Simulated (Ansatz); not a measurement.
CuTe: energy above given cell and pressure against volume ratio

All results are calculated (Ansatz 0.2.0). Plane-wave density functional theory, PAW datasets, Gaussian smearing 0.05 eV: equation of state, the given cell scaled in volume with shape and atoms relaxed at each volume.

The cell before it is scaled or strained (space group F-43m, No. 216):
```
CELL_PARAMETERS angstrom
0.00000 2.89230 2.89230
2.89230 0.00000 2.89230
2.89230 2.89230 0.00000
ATOMIC_POSITIONS crystal
Cu 0.00000 0.00000 0.00000
Te 0.25000 0.25000 0.25000
```

Settings of every row: paw set soft_2; functional PBEsol; spin treatment collinear; moment partition spheres; spin axis none; wave cutoff 420 eV; k mesh 8x8x8; symmetry use detected.

Atom hubbard u: 0 on all atoms.

Limits: starting moments were lost; no spin-orbit coupling, which can matter with elements this heavy; the cell comes from a prototype or a list of computed structures and needn't be the stable phase.

| row | volume ratio | V (Å³/atom) | energy above given cell (meV per atom) | pressure (GPa) |
| --- | --- | --- | --- | --- |
| 1 | 0.96 | 23.228 | 8.69 | 3.003 |
| 2 | 0.98 | 23.711 | ? | ? |
| 3 | 1 | 24.195 | 0 | -0.013 |
| 4 | 1.02 | 24.679 | 1.98 | -1.275 |
| 5 | 1.04 | 25.163 | 7.55 | -2.397 |

Question: what energy above given cell and pressure should row 2 give?

Worked fit of energy above given cell. Take u = (V_r/V)^(2/3) − 1 with V_r = 24.437 Å³ an atom, which is twice the finite (Eulerian) strain; such expansions in the strain, on which the Birch-Murnaghan equation of state is built, carry the rest volume and the bulk modulus. The shown rows have u = 0.03441, 0.00666, -0.00655, -0.01933. Least squares give energy above given cell = 0.506 − 148.11 × u + 11214.2 × u² meV per atom; a straight line predicts inner rows, each left out in turn, worse (root mean square 5 against 0.047 meV per atom). The rows lie off it by 0.00, -0.02, 0.02, -0.01. Its lowest point lies at u = 0.0066, or V = 24.2 Å³ an atom, and the curvature there gives the bulk modulus with shape and atoms relaxed, B = (4/9)(1 + u)² E″(u)/V = 66.9 GPa. The withheld row has u = 0.02031, so the fit gives 0.506 − 148.11 × (0.02031) + 11214.2 × (0.02031)² = 2.12 meV per atom.

The calculation gave 2.08 meV per atom. The fit lies 0.04 meV per atom (1.9 % of the value, 0.46 % of the column's range) above it; its largest miss of a shown row is 0.02 meV per atom.

Worked fit of pressure. Take u = (V_r/V)^(2/3) − 1 with V_r = 24.437 Å³ an atom, which is twice the finite (Eulerian) strain; such expansions in the strain, on which the Birch-Murnaghan equation of state is built, carry the rest volume and the bulk modulus. The shown rows have u = 0.03441, 0.00666, -0.00655, -0.01933. Least squares give pressure = −0.6632 + 95.73 × u + 314.11 × u² GPa; a straight line predicts inner rows, each left out in turn, worse (root mean square 0.14 against 0.0036 GPa). The rows lie off it by 0.000, -0.001, 0.002, -0.001. The pressure vanishes at u = 0.0068, or V = 24.19 Å³ an atom, and there the bulk modulus with shape and atoms relaxed is B = −V dP/dV = (2/3)(1 + u) dP/du = 67.1 GPa. The withheld row has u = 0.02031, so the fit gives −0.6632 + 95.73 × (0.02031) + 314.11 × (0.02031)² = 1.411 GPa.

The calculation gave 1.408 GPa. The fit lies 0.003 GPa (0.056 % of the column's range) above it; its largest miss of a shown row is 0.002 GPa.
